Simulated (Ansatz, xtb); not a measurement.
## H5OSbSi: which of two isomers lies lower

Structure X: `O[SiH2][SbH2]`, a singlet. Structure Y: `[SiH3][O][SbH2]`, a singlet. Both are isolated molecules in the gas phase, relaxed with r2SCAN-D4/def2-SVP; the shapes shown needn't be the lowest conformers.

X (Å):

| atom | x (Å) | y (Å) | z (Å) |
| --- | --- | --- | --- |
| O | -1.6209 | -1.6570 | 0.6647 |
| Sb | 1.4909 | -0.2865 | -0.3949 |
| Si | -1.1048 | -0.4244 | -0.3412 |
| H | -1.5993 | -0.7802 | -1.6999 |
| H | -1.4109 | -1.5579 | 1.6007 |
| H | -1.6899 | 0.8961 | 0.0592 |
| H | 1.3786 | 1.3016 | -1.0440 |
| H | 1.4703 | 0.3514 | 1.2039 |

Y (Å):

```csv
atom,x (Å),y (Å),z (Å)
O,0.3663,-0.0823,0.2422
Sb,0.6226,1.5953,-0.8253
Si,-0.7665,-0.4720,1.3881
H,-0.4763,0.1872,2.7017
H,-0.7458,-1.9503,1.5784
H,-2.1450,-0.0540,0.9705
H,1.7103,0.8309,-1.9185
H,1.9672,2.1620,0.0997
```

Quicker runs give these differences E(Y) − E(X): GFN2-xTB −18.1 kcal/mol; HF/STO-3G +10.1 kcal/mol (at GFN2-xTB geometries); r2SCAN-D4/def2-SVP//GFN2-xTB +9.5 kcal/mol.

**Question.** Which of the two would you expect CCSD(T)/def2-TZVP electronic energies to favour?

**Answer.** Structure X; the calculation gives E(Y) − E(X) = +4.0 kcal/mol.

The same difference at several levels:

| level | geometry | E(Y) − E(X) (kcal/mol) | departure from the last row (kcal/mol) | job, with rough time for the two |
| --- | --- | --- | --- | --- |
| GFN2-xTB | GFN2-xTB | −18.1 | −22.1 | optimisation, 0.85 s |
| HF/STO-3G | GFN2-xTB | +10.1 | +6.1 | single point, 3.2 s |
| r2SCAN-D4/def2-SVP//GFN2-xTB | GFN2-xTB | +9.5 | +5.5 | single point, 9 s |
| r2SCAN-D4/def2-SVP | r2SCAN-D4/def2-SVP | +8.5 | +4.5 | optimisation, 5.1 min |
| HF/def2-TZVP | r2SCAN-D4/def2-SVP | +1.6 | −2.4 | part of the CCSD(T) run |
| MP2/def2-TZVP | r2SCAN-D4/def2-SVP | +4.6 | +0.6 | part of the CCSD(T) run |
| CCSD(T)/def2-TZVP | r2SCAN-D4/def2-SVP | +4.0 |  | single point, 2.8 min |

As drawn, Y has 1 O–Sb, 1 Si–H in place of 1 Sb–Si, 1 O–H.

GFN2-xTB puts the two in the other order. The largest departure from CCSD(T)/def2-TZVP is that of GFN2-xTB, 22.1 kcal/mol.

With harmonic frequencies from r2SCAN-D4/def2-SVP (ideal gas, rigid rotor, one conformer each, 298.15 K, 1 atm): on the last row, ΔE + ΔZPE = +2.7 kcal/mol. A mode under 50 cm⁻¹ makes harmonic enthalpies and free energies unreliable, so none is given.

The correlated steps freeze 10 core orbitals; the filled d shell of Sb is correlated, in a basis made for valence electrons. Atoms past krypton carry core potentials in the def2 sets, other sets are all-electron and non-relativistic, and no spin–orbit term is included. Codes used: Ansatz 0.2.0, xtb 6.7.1; the last row on 2 threads of AMD EPYC (Zen 3) on a shared host.

The silanol with an Si–Sb bond lies below the siloxy-stibine, but only by +4.0 kcal/mol, because two large bonding preferences nearly cancel. Oxygen binds antimony more strongly than silicon does, through a polar Sb–O bond, which favours Y. Moving hydrogen from silicon to oxygen replaces a modest Si–H bond with a much stronger O–H bond, and this slightly outweighs the loss. The Si–O bond is common to both isomers and largely drops out of the comparison.

Hartree–Fock already gives this order in the larger basis, and correlation widens the gap rather than creating it. The reversal by GFN2-xTB lies in its energies, not its structures, since r2SCAN-D4 at the same geometries still favours X; its parametrised balance between Sb–O and Sb–Si bonding is the probable cause. Zero-point energy narrows the gap to +2.7 kcal/mol, as expected when a stiff O–H stretch replaces a softer Si–H one. The ordering says nothing about the barrier to interconversion.
